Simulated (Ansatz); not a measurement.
From Ti(NH2)(OH)3 to Ti(NH2)Cl3: predicting a member

On one Ti centre that keeps NH2, n of the OH ligands are replaced by Cl. The HOMO–LUMO gap y in eV at wB97M-V/def2-TZVPP. Shapes: PBE0-D4/def2-TZVP. Flexible molecules stand in one conformer, not always the lowest. Programs: Ansatz 0.2.0.

| molecule | n | y (eV) |
| --- | --- | --- |
| Ti(NH2)(OH)3 | 0 | 10.75 |
| Ti(NH2)(OH)2Cl | 1 | ? |
| Ti(NH2)(OH)Cl2 | 2 | 10.05 |
| Ti(NH2)Cl3 | 3 | 9.78 |

Fit y = c + s·n to the known rows and predict Ti(NH2)(OH)2Cl.


1. Means of the 3 rows: n = 1.66667, y = 10.193.
2. Σ(Δn)² = 4.6667, Σ(Δn·Δy) = -1.5267, so the slope is -1.5267/4.6667 = -0.32715.
3. Intercept: 10.193 − (-0.32715) × 1.66667 = 10.738. The largest residual of the fit is 0.034.
4. Ti(NH2)(OH)2Cl: 10.738 + (-0.32715) × 1 = 10.41 eV.

The run gave 10.64 eV, so the prediction is off by -0.23 eV, more than the largest residual. The steps per swap are uneven (-0.11, -0.59, -0.27), so a line is a poor model. Other levels give for Ti(NH2)(OH)2Cl: PBE-D4/def2-TZVPP 3.71; r2SCAN-D4/def2-TZVPP 4.10; r2SCAN0-D4/def2-TZVPP 6.39 eV. Orbital gaps aren't excitation energies, and the LUMO depends on the basis.

The gap narrows with every replacement of OH by Cl, including the computed value for the held-out member, but most of the drop comes at the second swap. In these formally d0 Ti(IV) species the empty frontier level should be mainly Ti 3d, pushed up by π donation from the ligands, while the amide nitrogen lone pair is the likely HOMO. Chloride is a weaker π donor than hydroxide, so the 3d level is less destabilised and probably falls faster than the lone pair, which is itself lowered by the more electron-poor metal. The uneven steps may reflect changes in how the OH and NH2 groups are oriented for π overlap, or a change of conformer along the series. The small residual of 0.034 eV was weak evidence for linearity, since three points leave a two-parameter line only one degree of freedom. The gaps alone don't show how much of the narrowing comes from the occupied and how much from the empty level.
